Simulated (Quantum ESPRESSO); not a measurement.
## Moving the dispersion correction in GaGe

The cell as given:

It takes space group F-43m (No. 216, cubic). The conventional cell has a = 5.796 Å, b = 5.796 Å, c = 5.796 Å, α = 90.00°, β = 90.00°, γ = 90.00°. Around Ge (site symmetry -43m) lie 4 Ga at 2.51 Å. Ga (site symmetry -43m) is surrounded by 4 Ge at 2.51 Å.

The cell comes from a database or a generator and needn't be the stable form of this composition.

Kept alike: task relaxation of cell and atoms; functional PBEsol; k mesh 8 × 8 × 8; occupations fermi-dirac, width 0.05 eV; no spin polarisation. Program: Quantum ESPRESSO, GBRV 1.5 PBEsol, cutoff 762 eV. The mesh is that of the run's cell of 2 atoms. No spin-orbit coupling.

| dispersion correction | volume (Å³/atom) |
| --- | --- |
| D3(zero) | 22.882 |
| D3(BJ) | 22.559 |
| none | 23.196 |
| rVV10 | 22.509 |

The relaxations keep at least the cell's symmetry (F-43m). For a metal such a mesh leaves the last digits unconverged. Relaxations stop with a little pressure left, so the last digits of a volume or edge aren't settled.

**Question.** What does the dispersion correction change here?

**Answer.** The volume runs from 22.509 (rVV10) to 23.196 Å³/atom (none). Against no correction: D3(zero) -1.4 %; D3(BJ) -2.7 %; rVV10 -3.0 %. Dispersion terms mostly attract and so lower the volume; the schemes' coefficients and damping set how far.

All three corrections contract the cell, but only modestly, because the volume is set mainly by short, directional Ga-Ge bonds rather than by van der Waals contacts. With seven valence electrons per formula unit, the tetrahedral network is one short of filling its bonding bands. This leaves a hole in the p-like bonding states and makes the non-spin-polarised phase a metal, though still a covalently bonded one. The added attraction therefore works against a stiff framework.

D3(zero) contracts the cell least, probably because its damping suppresses the attraction at bonding distances more strongly than the other schemes do. D3(BJ) and rVV10 lie too close together for their order to carry meaning.

PBEsol already describes the equilibrium volumes of densely bonded solids well, so the further contraction may be overbinding rather than an improvement; without a measured volume for this phase, the spread doesn't show which scheme is most accurate. Nor do the volumes bear on whether GaGe would form at all, since Ga and Ge are known to form a simple eutectic without intermediate compounds.
